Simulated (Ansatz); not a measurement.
## P₂O: pressure and energy above lowest point against volume per atom

All results are calculated (Ansatz 0.2.0 development build). Equation of state of a cubic crystal from periodic Kohn-Sham density functional theory without spin; pressure corrected for the finite basis.

Cell of the first row (space group Fm-3m, No. 225):
```
P2O
1.0
      0.0000     2.6593     2.6593
      2.6593     0.0000     2.6593
      2.6593     2.6593     0.0000
P O
2 1
Direct
  0.25000 0.25000 0.25000
  0.75000 0.75000 0.75000
  0.00000 0.00000 0.00000
```

Settings of every row: formula P2O; structure type antifluorite; functional PBE; spin treatment none; k mesh 18x18x18; occupation method fermi-dirac; occupation width 0.061225619 eV; wave cutoff 700 eV; datasets soft-1 PAW; density cutoff ratio 4.

Limits: a cubic model structure, not a phase known at ambient conditions; the SCF threshold is loose for a stress in some rows.

| row | volume per atom (Å³) | pressure (GPa) | energy above lowest point (meV/atom) |
| --- | --- | --- | --- |
| 1 | 12.538 | 7.081 | 16.97 |
| 2 | 12.805 | 4.507 | 7.36 |
| 3 | 13.071 | 2.174 | 1.83 |
| 4 | 13.338 | 0.061 | 0 |
| 5 | 13.605 | ? | ? |
| 6 | 14.138 | -5.139 | 13.34 |

Question: what pressure and energy above lowest point should row 5 give?

Worked fit of pressure. Take u = (V_r/V)^(2/3) − 1 with V_r = 13.071 Å³ an atom, which is twice the finite (Eulerian) strain; such expansions in the strain, on which the Birch-Murnaghan equation of state is built, carry the rest volume and the bulk modulus. The shown rows have u = 0.02814, 0.0138, 0, -0.01339, -0.05097. Least squares give pressure = 2.1769 + 163.347 × u + 388.78 × u² GPa; a straight line predicts inner rows, each left out in turn, worse (root mean square 0.29 against 0.0036 GPa). The rows lie off it by 0.000, 0.002, -0.003, 0.002, 0.000. The pressure vanishes at u = -0.0138, or V = 13.35 Å³ an atom, and there the bulk modulus at fixed shape and fractions is B = −V dP/dV = (2/3)(1 + u) dP/du = 100 GPa. The withheld row has u = -0.02634, so the fit gives 2.1769 + 163.347 × (-0.02634) + 388.78 × (-0.02634)² = -1.856 GPa.

The calculation gave -1.85 GPa. The fit lies 0.006 GPa (0.049 % of the column's range) below it; its largest miss of a shown row is 0.003 GPa.

Worked fit of energy above lowest point. Take u = (V_r/V)^(2/3) − 1 with V_r = 13.071 Å³ an atom, which is twice the finite (Eulerian) strain; such expansions in the strain, on which the Birch-Murnaghan equation of state is built, carry the rest volume and the bulk modulus. The shown rows have u = 0.02814, 0.0138, 0, -0.01339, -0.05097. Least squares give energy above lowest point = 1.836 + 266.33 × u + 9653 × u² meV/atom; a straight line predicts inner rows, each left out in turn, worse (root mean square 7.3 against 0.01 meV/atom). The rows lie off it by 0.00, 0.01, -0.01, 0.00, 0.00. Its lowest point lies at u = -0.0138, or V = 13.35 Å³ an atom, and the curvature there gives the bulk modulus at fixed shape and fractions, B = (4/9)(1 + u)² E″(u)/V = 100 GPa. The withheld row has u = -0.02634, so the fit gives 1.836 + 266.33 × (-0.02634) + 9653 × (-0.02634)² = 1.52 meV/atom.

The calculation gave 1.52 meV/atom. The fit meets it to the printed digit.
